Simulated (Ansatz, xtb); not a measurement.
**C4H4BFO: which of two isomers lies lower**

Structure X is `FBc1ccco1`, a singlet and structure Y is `FBc1ccoc1`, a singlet. Both are isolated molecules in the gas phase, relaxed with B3LYP/def2-SVP; the shapes shown needn't be the lowest conformers.

X (Å):

```xyz
11

C    -0.8818    1.3677    1.6082
C    -0.4932    0.3126    0.8010
C     0.4901    0.8059   -0.0992
C     0.6399    2.1348    0.2164
B    -1.8870    1.4950    2.7569
F    -2.5776    0.4165    3.1246
O    -0.1663    2.4833    1.2265
H    -2.0840    2.5288    3.3469
H    -0.8829   -0.7023    0.8618
H     1.0198    0.2603   -0.8772
H     1.2719    2.9206   -0.1929
```

Y (Å):

```tsv
atom	x (Å)	y (Å)	z (Å)
C	-0.7068	1.5558	1.4049
C	-0.8631	0.2401	0.8171
C	0.2713	-0.0086	0.1102
C	0.5363	1.9748	0.9813
B	-1.6542	2.3643	2.3005
F	-2.8364	1.8591	2.6485
O	1.1301	1.0508	0.2084
H	-1.3783	3.4658	2.7181
H	-1.7217	-0.4202	0.9215
H	0.6178	-0.8447	-0.4916
H	1.1004	2.8888	1.1566
```

Energies in hartree; the thermal terms are from GFN2-xTB frequencies at re-optimised GFN2-xTB minima (ideal gas, soft modes damped towards free rotors, one conformer each, 298.15 K, 1 atm) and include the zero-point energy:

```
                              X           Y
E, CCSD(T)/def2-SVP  −353.580780  −353.580693
    E, MP2/def2-SVP  −353.511608  −353.511019
  E, MP2/def2-TZVPP  −354.162614  −354.162063
  zero-point energy     0.073526     0.073462
       H(298 K) − E     0.080543     0.080525
       G(298 K) − E     0.043338     0.043116
```

Q: Correct the CCSD(T) difference for the basis set by the MP2 change, then work out ΔE, ΔE₀, ΔH and ΔG for X → Y in kcal/mol (1 Eh = 627.51 kcal/mol) and the equilibrium ratio [Y]/[X].

A: 1. Differences Y − X: CCSD(T) +0.000087, MP2 in the small set +0.000589, MP2 in the large set +0.000551 Eh.
2. ΔE = +0.000087 + (+0.000551 − (+0.000589)) = +0.000049 Eh = +0.03 kcal/mol.
3. ΔE₀ = ΔE + ΔZPE = +0.000049 + (−0.000064) Eh = −0.01 kcal/mol.
4. ΔH = ΔE + (−0.000018) Eh = +0.02 kcal/mol.
5. ΔG = ΔE + (−0.000222) Eh = −0.11 kcal/mol, so ΔS = (ΔH − ΔG)/T = +1.8 J/(mol K).
6. kT = 0.9442 mEh, so K = [Y]/[X] = exp(−ΔG/kT) = exp(+0.18) ≈ 1.2.

The two are too close for this level to say which is favoured. An error of 1 kcal/mol in ΔG would change K by a factor of 5.4. Mirror images and further conformers aren't counted.

As drawn, both hold the same kinds of bond in the same numbers.

Other levels gave ΔE = +2.2 (GFN2-xTB); +0.7 (HF/STO-3G, GFN2-xTB geometries); +1.5 (r2SCAN-D4/def2-SVP, GFN2-xTB geometries); +1.2 (B3LYP/def2-SVP); −0.5 (HF/def2-SVP); +0.4 (MP2/def2-SVP); +0.1 (CCSD(T)/def2-SVP) kcal/mol. The correlated steps freeze 7 core orbitals. Programs: Ansatz 0.2.0, xtb 6.7.1.

Moving the fluoroboryl group from the furan carbon next to oxygen (X) to the one further away (Y) costs almost nothing in electronic energy. This near-degeneracy probably reflects opposing effects. In both isomers the formally empty boron p orbital can accept π density from the electron-rich ring, although donation from fluorine already meets part of that demand. The position next to oxygen is usually the stronger π donor and also suits an electropositive substituent. In X, however, the hydridic B–H bond lies on the same side as the ring oxygen, and repulsion from the oxygen lone pair may offset that advantage.

In the def2-SVP basis, Hartree–Fock favours Y by 0.5 kcal/mol, whereas MP2 and CCSD(T) shift the balance towards X, MP2 more strongly. This suggests that the small difference depends on how correlation in the π system and around the substituent is described. Near-equal total energies do not show that boron conjugates equally well at both positions, because the separate contributions were not resolved.
